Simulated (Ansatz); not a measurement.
## ZrZn: energy above lowest point against volume scale

All results are calculated (Ansatz 0.2.0). Free energy against uniform scaling of the volume at fixed shape and fractions; periodic cell, basis, potentials, k mesh and filling as listed.

The cell before it is scaled or strained (space group Pm-3m, No. 221):
```
CELL_PARAMETERS angstrom
3.33600 0.00000 0.00000
0.00000 3.33600 0.00000
0.00000 0.00000 3.33600
ATOMIC_POSITIONS crystal
Zr 0.50000 0.50000 0.50000
Zn 0.00000 0.00000 0.00000
```

Settings of every row: functional PBEsol; dispersion none; potentials all-electron LAPW; k mesh 7x7x7; k shift 0x0x0; occupations gaussian; smearing width 0.1 eV; spin none; basis error target 0.0005 eV/atom; SCF threshold exponent -9.

Limits: coarse k mesh, up to 40 meV an atom off.

| row | volume scale | V (Å³/atom) | energy above lowest point (meV/atom) |
| --- | --- | --- | --- |
| 1 | 0.94 | 17.449 | 3.4 |
| 2 | 0.96 | 17.82 | 0 |
| 3 | 0.98 | 18.192 | 2.4 |
| 4 | 1 | 18.563 | 9.9 |
| 5 | 1.02 | 18.934 | 22.1 |
| 6 | 1.04 | 19.306 | 38.4 |
| 7 | 1.06 | 19.677 | ? |

Question: what energy above lowest point should row 7 give?

Worked fit of energy above lowest point. Take u = (V_r/V)^(2/3) − 1 with V_r = 18.377 Å³ an atom, which is twice the finite (Eulerian) strain; such expansions in the strain, on which the Birch-Murnaghan equation of state is built, carry the rest volume and the bulk modulus. The shown rows have u = 0.03515, 0.02073, 0.00677, -0.00669, -0.01971, -0.03234. Least squares give energy above lowest point = 5.53 − 559 × u + 14162 × u² meV/atom; a straight line predicts inner rows, each left out in turn, worse (root mean square 6.2 against 0.04 meV/atom). The rows lie off it by 0.0, 0.0, 0.0, 0.0, 0.1, 0.0. Its lowest point lies at u = 0.0197, or V = 17.85 Å³ an atom, and the curvature there gives the bulk modulus at fixed shape and fractions, B = (4/9)(1 + u)² E″(u)/V = 118 GPa. The withheld row has u = -0.04454, so the fit gives 5.53 − 559 × (-0.04454) + 14162 × (-0.04454)² = 58.5 meV/atom.

The calculation gave 58.5 meV/atom. The fit meets it to the printed digit. This row lies beyond the range of the fit.
